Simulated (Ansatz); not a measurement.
## Redistribution: SiH2(SiH3)Br + SiH2(CH3)Cl → SiH2(SiH3)Cl + SiH2(CH3)Br

Species: SiH2(SiH3)Br, singlet; SiH2(CH3)Cl ((chlorosilyl)methane), singlet; SiH2(SiH3)Cl, singlet; SiH2(CH3)Br, singlet. The partners trade Br for Cl; both sit on Si, so the bond types are kept.

Shapes, held fixed at every level: PBE0-D4/def2-TZVP. Programs: Ansatz 0.2.0. The zero-point and thermal change to 298 K, harmonic and unscaled (PBE0-D4/def2-TZVP), is 0.0 kJ/mol.

**Question.** Estimate ΔH(298 K) of this reaction.

**Answer.** The highest level, CCSD(T)/def2-TZVPP, gives ΔH(298 K) = +2.9 kJ/mol; the levels span +2.6 to +3.4. That is about zero within the method's error. The column of differences is taken from that level and isn't an error. No measured value is set beside it here. Relativity is left out for Br. Outer-core shells of Br are correlated in most correlated rows, in sets that cover them unevenly.

```csv
level,kind,ΔH(298 K) (kJ/mol),less CCSD(T)/def2-TZVPP
HF/def2-SVP,Hartree–Fock,+3.3,+0.4
HF/def2-TZVPP,Hartree–Fock,+2.6,-0.3
BHLYP-D4/def2-TZVPP,global hybrid,+2.9,0.0
wB97M-V/def2-TZVPP,range-separated hybrid,+2.7,-0.2
MP2/def2-TZVPP,perturbation theory,+3.0,+0.1
CCSD/def2-SVP,coupled cluster or CI,+3.4,+0.5
CCSD(T)/def2-TZVPP,coupled cluster or CI,+2.9,0.0
```

The exchange is almost thermoneutral, as expected when one Si–Cl and one Si–Br bond are present on each side and only the neighbouring group, silyl or methyl, differs. The large difference in strength between the two silicon–halogen bonds therefore cancels, leaving only the small dependence of that difference on the substituent.

Every level gives a positive value, a slight lean towards chlorine on the methyl-bearing silicon and bromine on the disilane. If real, this probably reflects bond polarity: carbon draws more charge from silicon than a silyl group does, and the more positive centre favours the more electronegative halogen.

Hartree–Fock already gives +2.6 kJ/mol in the larger basis, so correlation contributes little to the net balance, though not necessarily to the individual bonds. The two def2-SVP rows lie highest, and at Hartree–Fock level the change of basis alone shifts the result by more than the whole correlation contribution in def2-TZVPP. The reaction enthalpy says nothing about how readily the halogens exchange.
